**Student.** My notes say that Poisson functions remove the long range of the Coulomb interaction from periodic density fitting. A change of fitting basis should not be able to change the range of $1/r$.

**Lecturer.** It doesn't. It confines the long range to a small block. First the conventions. For real number densities $f,h$ (unit m$^{-3}$),

$$(f|h)=\iint \frac{f(\mathbf r)\,h(\mathbf r')}{|\mathbf r-\mathbf r'|}\,d^3r\,d^3r',$$

and the interaction energy is $e^2/(4\pi\varepsilon_0)$ times this. Fourier transforms are $\tilde f(\mathbf k)=\int e^{-i\mathbf k\cdot\mathbf r}f\,d^3r$. There is one premise: $p(\mathbf r)$ (unit m$^{-1}$) has continuous second derivatives, and it and these derivatives decay faster than any power of $r$. Its Poisson function, as used for Coulomb fitting by Manby and Knowles in 2001, is

$$P=-\frac{1}{4\pi}\nabla^2p .$$

**Step 1: the potential of $P$ is $p$.** Put $u=1/s$ with $s=|\mathbf r-\mathbf r'|$, and apply Green's second identity between a small sphere $s=\epsilon$ and a large sphere:

$$\int(u\nabla^2p-p\nabla^2u)\,d^3r=\oint(u\,\partial_np-p\,\partial_nu)\,dS .$$

There $\nabla^2u=0$. The large sphere contributes nothing in the limit, by the premise. On the small sphere the outward normal points at $\mathbf r'$, so $\partial_nu=+1/\epsilon^2$. The first surface term is of order $\epsilon$ and the second tends to $-4\pi p(\mathbf r')$. Hence $\int P/s\,d^3r=p(\mathbf r')$, and integrating against $f$,

$$(P|f)=\int p\,f\,d^3r .$$

**Student.** That looks like Poisson's equation read backwards. In SI, $\varphi=ep/(4\pi\varepsilon_0)$ and $\rho=eP$ satisfy $\nabla^2\varphi=-\rho/\varepsilon_0$. Why the spheres?

**Lecturer.** The differential equation fixes the potential only up to a harmonic function. The outer surface term is where the decay of $p$ excludes it. For Gaussians $P$ is elementary. Take $p=c\,S_{lm}e^{-\alpha r^2}$, with $S_{lm}=r^lY_{lm}$ a real solid harmonic. Use $\nabla^2S_{lm}=0$, $\mathbf r\cdot\nabla S_{lm}=lS_{lm}$, $\nabla e^{-\alpha r^2}=-2\alpha\mathbf r\,e^{-\alpha r^2}$ and $\nabla^2e^{-\alpha r^2}=(4\alpha^2r^2-6\alpha)e^{-\alpha r^2}$. The cross term of the product rule adds $-4\alpha l$, so

$$P=c\,\frac{\alpha}{2\pi}\,(2l+3-2\alpha r^2)\,S_{lm}\,e^{-\alpha r^2}.$$

It has one radial sign change: a core screened by a shell of opposite sign.

**Step 2: moments.** Green's identity over all space with $u=S_{l'm'}$ has no surface term, since $p$ beats any polynomial. So

$$Q_{l'm'}[P]=\int S_{l'm'}P\,d^3r=-\frac1{4\pi}\int p\,\nabla^2S_{l'm'}\,d^3r=0$$

for every $l',m'$ and about any origin, because a translated harmonic polynomial is still harmonic.

**Student.** Every moment? Try $r^2$. Its Laplacian is 6.

**Lecturer.** Then $\int r^2P\,d^3r=-\frac{3}{2\pi}\int p\,d^3r$, which is not zero for an s-type $p$. The statement concerns the traceless moments. Those are the only ones seen from outside, because the expansion of $1/|\mathbf r-\mathbf r'|$ for $r<r'$ is harmonic in $\mathbf r$. Your trace moment returns at $\mathbf k=0$.

**Step 3: reciprocal space.** Two integrations by parts turn $-\nabla^2$ into $k^2$, so $\tilde P=k^2\tilde p/(4\pi)$. The transform of $1/r$ is $4\pi/k^2$, and Parseval's theorem gives

$$(P|f)=\int\!\frac{d^3k}{(2\pi)^3}\,\frac{k^2\tilde p^{\,*}}{4\pi}\,\frac{4\pi}{k^2}\,\tilde f=\int\!\frac{d^3k}{(2\pi)^3}\,\tilde p^{\,*}\tilde f .$$

The pole cancels, whatever charge $f$ holds. The leading term $k^2\tilde p(0)/(4\pi)$ is your $r^2$ moment. In a three-dimensional cell of volume $V$, a repeated slab for instance, the $\mathbf G=0$ term of the lattice sum is therefore the finite $\tilde p(0)\tilde f(0)/V$. Discarding $\mathbf G=0$ by habit loses it unless $f$ is neutral or $\int p\,d^3r=0$.

**Student.** Now a true slab, periodic in $x,y$ only.

**Lecturer.** **Step 4: lattice sums.** Let $\mathbf T$ run over a two-dimensional lattice with cell area $A$ and reciprocal vectors $\mathbf G$, let $\mathbf q$ be in-plane, and $f_{\mathbf T}(\mathbf r)=f(\mathbf r-\mathbf T)$, with transform $e^{-i\mathbf k\cdot\mathbf T}\tilde f$. For an auxiliary function $\chi$ define $J(\mathbf q)=\sum_{\mathbf T}e^{i\mathbf q\cdot\mathbf T}(\chi|f_{\mathbf T})$. With $\sum_{\mathbf T}e^{i(\mathbf q-\mathbf k_\parallel)\cdot\mathbf T}=\frac{(2\pi)^2}{A}\sum_{\mathbf G}\delta(\mathbf k_\parallel-\mathbf q-\mathbf G)$,

$$J(\mathbf q)=\frac1A\sum_{\mathbf G}\int\frac{dk_z}{2\pi}\,\frac{4\pi\,\tilde\chi^{\,*}(\mathbf k)\tilde f(\mathbf k)}{|\mathbf q+\mathbf G|^2+k_z^2},\qquad \mathbf k=(\mathbf q+\mathbf G,k_z).$$

For two unit charges the $\mathbf G=0$ term behaves as $\frac1A\int\frac{dk_z}{2\pi}\frac{4\pi}{q^2+k_z^2}=2\pi/(Aq)$ and diverges as $q\to0$.

Next take two dipoles along $z$. Let $s_\alpha=(\alpha/\pi)^{3/2}e^{-\alpha r^2}$, with transform $e^{-k^2/4\alpha}$, and $g=-d\,\partial_zs_\alpha$, $f=-d\,\partial_zs_\beta$. Each has $\int zg\,d^3r=\int zf\,d^3r=d$, a length. Then $\tilde g^{\,*}\tilde f=d^2k_z^2e^{-k^2/4\mu}$ with $\mu=\alpha\beta/(\alpha+\beta)$. Write $k_z^2/(q^2+k_z^2)=1-q^2/(q^2+k_z^2)$ and use $\int dk_z\,e^{-k_z^2/4\mu}/(q^2+k_z^2)=(\pi/q)\,e^{q^2/4\mu}\,\mathrm{erfc}(q/2\sqrt\mu)$. The $\mathbf G=0$ term is

$$\frac{d^2}{A}\left[4\sqrt{\pi\mu}\,e^{-q^2/4\mu}-2\pi q\,\mathrm{erfc}\!\left(\frac{q}{2\sqrt\mu}\right)\right].$$

It is finite, but it contains $-2\pi|\mathbf q|d^2/A$, a cone at $\mathbf q=0$.

**Student.** Finite is all I need.

**Lecturer.** The terms $(\chi|f_{\mathbf T})$ are the Fourier coefficients of $J(\mathbf q)$, and a cone makes them decay algebraically. See it directly. Two normalised s Gaussians interact as a point charge with a Gaussian of exponent $\mu$, $W(R)=\mathrm{erf}(\sqrt\mu R)/R$. The dipoles are derivatives with respect to the two centres, so $(g|f)=-d^2\partial_Z^2W$. For an in-plane separation this equals $-d^2W'(R)/R$:

$$(g|f_{\mathbf R})=d^2\left[\frac{\mathrm{erf}(\sqrt\mu R)}{R^3}-2\sqrt{\frac\mu\pi}\,\frac{e^{-\mu R^2}}{R^2}\right].$$

It tends to $d^2/R^3$ at large $R$. From $W\approx2\sqrt{\mu/\pi}\,(1-\mu R^2/3)$ it equals $\frac43d^2\mu\sqrt{\mu/\pi}$ at $R=0$. The terms beyond a radius $R_c$ add up, in the continuum approximation, to $\int_{R_c}^\infty\frac{2\pi R\,dR}{A}\frac{d^2}{R^3}=2\pi d^2/(AR_c)$.

Now the Poisson partner with $p=\lambda g$, where $\lambda$ is an area. The overlap of $s_\alpha$ and $s_\beta$ is $(\mu/\pi)^{3/2}e^{-\mu R^2}$, since its transform is $e^{-k^2/4\mu}$. The same two derivatives give

$$(P|f_{\mathbf R})=2\lambda d^2\mu\,(\mu/\pi)^{3/2}\,e^{-\mu R^2}.$$

The $\mathbf G=0$ term is $2\lambda d^2\mu^{3/2}e^{-q^2/4\mu}/(\sqrt\pi A)$, analytic in $\mathbf q$. Between Gaussians the decay is Gaussian. If $f$ has a tail $e^{-\kappa r}$, the overlap with $p$ inherits that tail and the sum converges exponentially.

**Student.** Then use Poisson functions alone.

**Lecturer.** **Step 5: why not.** Let $\bar f,\bar h$ be the fits of $f,h$. The robust formula $(\bar f|h)+(f|\bar h)-(\bar f|\bar h)$ differs from $(f|h)$ by $(f-\bar f|h-\bar h)$, as expanding the brackets shows. If each fit is a finite local sum of Poisson functions, all three terms are overlaps and die off with separation. By Step 2 the residuals keep the full moments of $f$ and $h$, so the fitting error at long range is the entire integral. In local MP2 the fitted densities are products $\phi_i\phi_a$ of an occupied Wannier function and a projected virtual function. Orthogonality makes them neutral, their leading moment is in general a dipole, $(ia|jb)$ falls as $R^{-3}$, and the pair energy, quadratic in it, as $R^{-6}$. That tail would be absent.

**Student.** I don't accept "local". Put Poisson functions in every cell. I can build the potential $dz/r^3$ from localised pieces out to any distance.

**Lecturer.** Where you have centres you can approximate it. But the coefficients must follow the potential and so decay algebraically, and the long range has moved into them. In a slab you have no centres in the vacuum, which gives two obstructions. First, average Poisson's equation over the plane, $\bar\varphi''=-\bar\rho/\varepsilon_0$, multiply by $z$ and integrate by parts. For a neutral layer with dipole $ed$ per cell, $\bar\varphi(+\infty)-\bar\varphi(-\infty)=ed/(\varepsilon_0A)$. A periodic array of Poisson functions has potential $\sum_{\mathbf T}p_{\mathbf T}$, zero on both sides, and produces no step.

Second, integrating by parts with $\nabla^2v_\Delta=-4\pi\Delta$ gives $(\Delta|\Delta)=\frac1{4\pi}\int|\nabla v_\Delta|^2d^3r$ for the residual $\Delta=f-\bar f$ and its potential $v_\Delta$. Suppose $f$ is the p$_z$ Gaussian at $z=0$, and both its density and all $p$ are negligible for $|z|>h$. There $v_\Delta=dz/r^3$ and $|\nabla v_\Delta|^2=d^2(1+3t^2)/r^6$ with $t=\cos\theta$. On one side $r$ runs from $h/t$ to infinity, which gives $2\pi d^2\int_0^1(1+3t^2)\frac{t^3}{3h^3}dt=\pi d^2/(2h^3)$. Both sides together yield

$$(\Delta|\Delta)\ \ge\ \frac{d^2}{4h^3}.$$

**Student.** So ordinary Gaussians return. Why only a few?

**Lecturer.** **Step 6.** Take one component $f_l(r)Y_{lm}$ of a density about a centre. The multipole expansion gives its potential as

$$\frac{4\pi}{2l+1}\left[r^{-l-1}\!\int_0^r\!f_l\,s^{l+2}ds+r^l\!\int_r^\infty\!f_l\,s^{1-l}ds\right]Y_{lm}.$$

Subtract one ordinary Gaussian with the same moment $\int_0^\infty f_ls^{l+2}ds$. For the remainder, $\int_0^r=-\int_r^\infty$, so both integrals sample only the tail. Its potential is localised, and the remainder is the Poisson function of that potential. For $l=0$ the difference $s_{\alpha_1}-s_{\alpha_2}$ has potential

$$\frac{\mathrm{erf}(\sqrt{\alpha_1}r)-\mathrm{erf}(\sqrt{\alpha_2}r)}{r}=\frac2{\sqrt\pi}\int_{\sqrt{\alpha_2}}^{\sqrt{\alpha_1}}e^{-\tau^2r^2}d\tau ,$$

a superposition of Gaussian $p$ with exponents between the two. So one ordinary function per $(l,m)$ and centre carries the moment, and all further radial freedom can be Poisson. A general density needs charge, dipole and higher moments, $(L+1)^2$ functions up to rank $L$. For neutral products the dipole leads. If moments through $L$ are matched, the residual potential falls as $R^{-(L+2)}$. Every integral with a Poisson function on one side, the mixed block of the metric included, is an overlap. Only ordinary–ordinary and ordinary–density integrals need Ewald, reciprocal-space or multipole summation.

**Student.** Where does this fail?

**Lecturer.** Steps 1 to 3 are exact under the premise, for the bare $1/r$ kernel. A Yukawa kernel $e^{-\kappa r}/r$ needs $\kappa^2-\nabla^2$ in place of $-\nabla^2$, and attenuated or explicitly correlated kernels are not inverted by the Laplacian. Three-index integrals are short-ranged in the distance from $p$ to the density, with a range set by the smallest $\mu$, so diffuse exponents lengthen the sums. Locality of the products $\phi_i\phi_a$ is a separate premise and needs a gap. Bulk MgO is a wide-gap insulator, but a slab must be checked for its own gap, and the argument does not extend to a metal electrode in contact with it. The exponents of the $p$ set must span the radial scales of Step 6, and nothing here bounds the fitting error of a particular set.

**Student.** Numbers, please.

**Lecturer.** Take MgO(001), the tunnel barrier of magnetic memory cells, with a typical lattice constant $a\approx0.421$ nm as input. The oxygen sites of one layer form a square lattice of spacing $d_0=a/\sqrt2=0.2977$ nm and area $A=a^2/2=0.08862$ nm$^2$. As illustrative inputs choose $\alpha=\beta=100$ nm$^{-2}$ (0.28 per square bohr), so $\mu=50$ nm$^{-2}$, and $d=0.05$ nm, a dipole of $8.0\times10^{-30}$ C m. Then $\mu d_0^2=4.431$ and $e^{-\mu d_0^2}=0.01190$. The on-site ordinary integral is $266.0\ \mathrm{nm^{-3}}\times d^2$. With $e^2d^2/(4\pi\varepsilon_0)=0.5768$ zJ nm$^3$ that is 153.4 zJ. For the far shells use the square-lattice sum $\sum'(m^2+n^2)^{-3/2}=4\zeta(\tfrac32)\beta_D(\tfrac32)=9.0336$, with $\beta_D$ the Dirichlet beta function. The contributions to $J(0)$, each in units of its own on-site term, are:

| shell | sites | ordinary p$_z$ | Poisson p$_z$ |
|---|---|---|---|
| $R=0$ | 1 | 1 | 1 |
| $R=d_0$ | 4 | 0.552 | 0.0476 |
| $R=a$ | 4 | 0.201 | $5.67\times10^{-4}$ |
| all further | | 0.516 | $8.2\times10^{-8}$ |
| total | | 2.270 | 1.0482 |

These ratios do not depend on $d$. Nine sites bring the Poisson sum within $10^{-6}$ of its limit. The ordinary sum still lacks 79 zJ there. Plain truncation to $10^{-6}$ of the on-site term needs $R_c=2\pi/(A\times266.0\ \mathrm{nm^{-3}}\times10^{-6})=0.267$ mm, some $2.5\times10^{12}$ sites, which is why that block goes to reciprocal space.

**Student.** And the cost of leaving the ordinary function out?

**Lecturer.** Take three layers with $f$ in the middle one. The outer centres lie at $|z|=a/2=0.2105$ nm. A further $w=0.3$ nm reduces their Gaussians by $e^{-\alpha w^2}=1.2\times10^{-4}$, so $h=0.5105$ nm. An s-type $p$ whose amplitude matches the dipole potential $d/(a/2)^2$ at the outer layer has the gradient $2\alpha w\,e^{-\alpha w^2}d/(a/2)^2$ at $h$, which is 0.011 of the dipole's $2d/h^3$. Neglecting it is safe for two figures, unless the fit uses much larger, cancelling coefficients. The floor $d^2/(4h^3)$ corresponds to 1.1 zJ, or 0.7 per cent of $(f|f)$, which equals the on-site value because $\alpha=\beta$. These are the model's numbers, set by the chosen exponents and dipole, not properties of MgO. The floor is small in the norm, yet it is field in the vacuum, through which the slab couples to anything lying above it, and a single ordinary p$_z$ Gaussian with the dipole $d$ on the central oxygen removes it.